At the Fermi level, this four-atom cell of InSb₃ has about 2.5 electron states per eV, or roughly 0.6 per atom. Seven eV further down, only about a tenth of that density is left. Does the density of states die out there, or does something else begin at −7.55 and −7.95 eV? If something begins, how dense is it, and which orbital does it come from?

InSb₃, D0₃ (BiF₃) type, conventional a = 7.456 Å, 4 atoms in the cell: density of states by tetrahedra, averaged over 0.2 eV bins and counted from the Fermi level, with Löwdin projections summed over sites. Ansatz 0.2.0, PBEsol, plane-wave PAW, scalar-relativistic, no spin polarisation; cutoff 420 eV, Gaussian smearing 0.1 eV, k mesh 10×10×10 (density of states 15×15×15).

```
energy (eV)  density of states total (states/eV/cell)  DOS Sb 5p (states/eV/cell)  DOS In 5p (states/eV/cell)  DOS Sb 5s (states/eV/cell)  DOS In 5s (states/eV/cell)
      -7.95                                         ?                           ?                           ?                           ?                           ?
      -7.55                                         ?                           ?                           ?                           ?                           ?
      -7.15                                     0.230                        0.02                           0                         0.2                        0.02
      -6.75                                     0.490                        0.23                        0.01                        0.09                        0.16
      -6.35                                     1.170                        0.56                        0.03                        0.12                        0.45
      -5.95                                     1.040                        0.46                        0.05                        0.13                        0.39
      -5.55                                     0.810                        0.35                        0.05                        0.11                        0.29
      -5.15                                     1.030                        0.56                        0.11                        0.12                        0.24
      -4.75                                     1.370                        0.88                        0.18                        0.12                        0.18
      -4.35                                     1.620                        1.15                        0.21                        0.12                        0.12
      -3.95                                     2.390                        1.78                        0.28                        0.18                        0.13
      -3.55                                     2.130                        1.60                         0.2                        0.17                        0.13
      -3.15                                     2.390                        1.67                        0.22                        0.28                        0.19
      -2.75                                     1.800                        1.20                        0.11                        0.22                        0.25
      -2.35                                     2.280                        1.53                        0.23                        0.25                        0.23
      -1.95                                     2.050                        1.47                         0.2                        0.21                        0.12
      -1.55                                     2.180                        1.62                         0.2                        0.17                        0.14
      -1.15                                     1.960                        1.46                        0.19                        0.13                        0.14
      -0.75                                     2.670                        1.82                        0.41                        0.19                        0.18
      -0.35                                     2.230                        1.59                        0.35                         0.1                        0.12
       0.05                                     2.520                        1.77                        0.36                        0.15                        0.16
       0.45                                     2.490                        1.81                        0.35                        0.11                        0.13
       0.85                                     2.460                        1.82                        0.35                        0.09                        0.10
       1.25                                     2.280                        1.64                        0.32                         0.1                        0.12
       1.65                                     2.930                        2.18                        0.39                        0.08                        0.12
       2.05                                     1.910                        1.42                        0.18                        0.07                        0.13
       2.45                                     2.670                        2.10                        0.24                        0.06                        0.11
       2.85                                     1.580                        1.27                        0.12                        0.03                        0.07
       3.25                                     2.000                        1.51                        0.16                        0.05                        0.15
       3.65                                     1.620                        0.47                        0.66                        0.12                        0.03
       4.05                                     2.010                        0.56                        0.78                        0.09                        0.01
       4.45                                     2.900                        0.96                         1.2                        0.11                        0.01
       4.85                                     4.570                        1.52                        1.91                        0.14                        0.01
       5.25                                     2.470                        0.85                         0.9                        0.05                        0.01
       5.65                                     1.820                        0.58                        0.61                        0.05                        0.01
```

Energies run upwards as the eye moves down the table, so the two open rows stand at the top and the evidence lies below them. "Density of states total" counts all states per eV and cell. Each column headed DOS gives the part of that total that looks like one atomic shell, summed over all atoms of that element, so the two inequivalent kinds of Sb site can't be told apart.

−7.15 eV. The total is only 0.23, but its make-up is striking: 87 % of it is Sb 5s. In every known row above this energy Sb 5s is a minor part. A small density of a new character suggests the edge of a separate group of bands, seen just where it starts.

−6.75 to −5.55 eV. Here In 5s and Sb 5p appear together. At −6.35 eV they contribute 0.45 and 0.56 to a total of 1.17, while Sb 5s gives only 0.12. This is the usual sign of a bond between the s orbital of the metal and the p orbitals of its neighbours, which pushes the shared states to the bottom of the p bands.

−5.15 to 3.25 eV. Sb 5p supplies more than half of the total in every row, and the density runs through the Fermi level without a gap. The electrons that would carry a current are therefore mostly Sb 5p, partly because there are three Sb atoms to one In. The small ups and downs from row to row deserve no explanation: no test of the k mesh is given, and spin-orbit coupling, left out here, would shift Sb 5p bands by several tenths of an eV.

Ordinary InSb makes a useful comparison. Its bands follow the same order from the bottom up: Sb 5s, then In 5s with Sb 5p, then mainly Sb 5p. There the eight valence electrons of an In–Sb pair fill four bands exactly, and a gap follows. In InSb₃ the bands overlap at the Fermi level and the crystal is a metal, at least in this imposed structure, whose stability the calculation doesn't test.

3.65 to 5.65 eV. In these empty states In 5p overtakes Sb 5p. Indium holds its p electrons less tightly than antimony, so its p orbitals are expected to weigh most in the upper, antibonding states. Some Sb 5s weight is found even here, and that matters for the forecast.

Back to the top of the table, now with a count of electrons. Indium brings three valence electrons and each antimony five, 18 in all. The rows from −6.75 eV to the Fermi level hold about 12.2 of them, so about 5.8 must lie deeper. The sum is approximate, because each bin of 0.2 eV has to stand for 0.4 eV. Still, it comes close to six, which is what three Sb 5s orbitals hold with two electrons each.

The valence states therefore go on below −7.15 eV, and the Sb 5s character of that row argues against a gap right beneath it. To turn the count into a density, let the three bands together have the shape of a half ellipse. It starts as the square root of the depth below the top, as a simple band edge in three dimensions does:

g = (8N / πW²) · √[d · (W − d)]

Here g is the density of states, N = 6 the number of electrons, W the width of the bands and d the depth below their top. The width, 4.5 eV, is a rough recalled value for Sb 5s bands. The row at −7.15 eV was used to place the top, at −7.13 eV; the two open rows had no part in the model.

At −7.95 eV the depth is 7.95 − 7.13 = 0.82 eV. The prefactor is 8 · 6 / (π · 4.5²) = 0.755, and the root is √(0.82 · 3.68) = 1.74. Their product is 1.31 states per eV and cell.

The forecasts for the total are 0.99 at −7.55 eV, with a range from 0.49 to 1.98, and 1.31 at −7.95 eV, with a range from 0.66 to 2.62. The factor of two either way allows for the uncertain width and for structure that a smooth curve lacks.

The forecast for the character is 80 % Sb 5s in both rows, with a range from 65 to 95 %. It lies halfway between two marks. One is the 87 % seen at the edge. The other is the average of about 73 % that remains for the three bands once the Sb 5s weight found higher up is taken off.

The withheld rows as computed:

```
energy (eV)  density of states total (states/eV/cell)  DOS Sb 5p (states/eV/cell)  DOS In 5p (states/eV/cell)  DOS Sb 5s (states/eV/cell)  DOS In 5s (states/eV/cell)
      -7.95                                     1.260                        0.12                        0.01                        1.09                        0.02
      -7.55                                     0.590                        0.06                           0                         0.5                        0.02
```

A band does begin, and it is Sb 5s. The shares are 85 and 87 %, inside the range but above the forecast. States near the top of the bands resemble the edge row more than the band average. The Löwdin charges of the same run support that average. The antimony atoms hold 5.43 electrons in 5s, and about 1.1 of these lie between −6.95 eV and the Fermi level. That leaves about 4.3 for the deep bands, or 72 % of their six electrons, so the stronger mixing with other orbitals must sit deeper down.

Both totals fall inside their ranges, but only one is close to its forecast. At −7.55 eV the calculation gives 0.59, inside the range but near its lower end; the forecast was too high by two thirds of the computed value. At −7.95 eV it gives 1.26, and the forecast was only 4 % too high.

The close agreement at −7.95 eV shouldn't be taken as support for the half ellipse. Between the two rows the computed density more than doubles, while the model rises by only a third. Another width doesn't cure this: 6 eV would give 0.65 and 0.88, nearly right in the first row and too low in the second. It is the shape that fails, and the model curve merely happens to lie near the computed value at −7.95 eV.

A possible reason is that the half ellipse lets all three bands start at the same energy. In a crystal the bands can have different tops, and each then adds its own onset as the energy falls, so the total can climb ever faster at first. A single band can also climb faster than its square-root edge when it nears a saddle point. Densities resolved band by band would tell the two causes apart. The printed output below gives the forecasts for other widths.

About 4.9 of the 18 valence electrons still lie below −8.15 eV, so the two rows show only the upper flank of the Sb 5s bands. For a related compound the same reasoning gives a first guess: two electrons for each deep s orbital, spread over a width of a few eV. That gives an average density only as good as the assumed width, and it doesn't tell how steeply the band begins.

Output of the analysis:

```
electrons a cell between -6.95 eV and the Fermi level: 12.22
electrons a cell left of 18 for energies below -6.95 eV: 5.778
model top of the Sb 5s bands in eV: -7.129
forecast total at -7.55 eV in states/eV/cell: 0.9885
lower end of its range: 0.4942
upper end of its range: 1.977
forecast total at -7.95 eV in states/eV/cell: 1.311
lower end of its range: 0.6556
upper end of its range: 2.622
model total at -7.55 eV if the width were 3.5 eV: 1.42
model total at -7.55 eV if the width were 6 eV: 0.6503
model total at -7.95 eV if the width were 3.5 eV: 1.85
model total at -7.95 eV if the width were 6 eV: 0.875
Sb 5s share of the total at -7.15 eV in percent: 86.96
mean Sb 5s share left for the three lower bands in percent: 73.27
forecast Sb 5s share in both withheld rows in percent: 80.11
computed total at -7.55 eV in states/eV/cell: 0.59
computed total at -7.95 eV in states/eV/cell: 1.26
forecast less computed total at -7.55 eV: 0.3985
forecast less computed total at -7.95 eV: 0.05114
computed Sb 5s share at -7.55 eV in percent: 84.75
computed Sb 5s share at -7.95 eV in percent: 86.51
electrons a cell left for energies below -8.15 eV: 4.946
```
